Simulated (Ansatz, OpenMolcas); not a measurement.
## BSiH3ClO (SMILES [SiH3]O[B]Cl): methods side by side

BSiH3ClO has 7 atoms, charge 0, and is taken as a doublet. As SMILES, `[SiH3]O[B]Cl`. Geometry: relaxed at PBE0-D4/def2-TZVP. This is one conformer, not always the lowest.

Quantity: the vertical ionisation energy (to the singlet cation), in eV. The values are calculated.

```json
{"level": "USVWN5/cc-pVDZ", "kind": "LDA", "program": "OpenMolcas", "value (eV)": "8.03"}
{"level": "UPBE/cc-pVDZ", "kind": "GGA", "program": "Ansatz", "value (eV)": "8.03"}
{"level": "UM06-L/cc-pVDZ", "kind": "meta-GGA", "program": "OpenMolcas", "value (eV)": "8.11"}
{"level": "UB3LYP/cc-pVDZ", "kind": "global hybrid", "program": "Ansatz", "value (eV)": "8.22"}
{"level": "U-wB97X/cc-pVDZ", "kind": "range-separated hybrid", "program": "Ansatz", "value (eV)": "8.27"}
{"level": "UB2PLYP/cc-pVDZ", "kind": "double hybrid", "program": "Ansatz", "value (eV)": "8.06"}
{"level": "RPA@PBE0/cc-pVDZ", "kind": "RPA", "program": "Ansatz", "value (eV)": "8.06"}
{"level": "UMP2/cc-pVDZ", "kind": "perturbation theory", "program": "Ansatz", "value (eV)": "7.93"}
{"level": "UBCCD(T)/cc-pVDZ", "kind": "coupled cluster or CI", "program": "Ansatz", "value (eV)": "7.92"}
```

The values span 7.92 to 8.27 eV.

All the methods place the vertical ionisation energy in a narrow window, from 7.92 eV with coupled cluster to 8.27 eV with the range-separated hybrid. The electron probably leaves a singly occupied σ-type hybrid orbital centred on boron. Boron's low electronegativity keeps this orbital fairly high in energy, and π donation from the oxygen and chlorine lone pairs into the empty boron p orbital helps to stabilise the resulting closed-shell cation. Two-coordinate boron cations favour a linear arrangement, whereas the radical is expected to be bent at boron, so the adiabatic value should be noticeably lower.

MP2, at 7.93 eV, nearly coincides with coupled cluster, which suggests that correlation beyond second order has little net effect on this energy difference. Every density functional lies above both, the two hybrids without perturbative correlation furthest. This ranking need not survive in a larger basis, since correlated wavefunction energies probably shift more than the functional values, so the order does not establish which functional is closest to experiment.
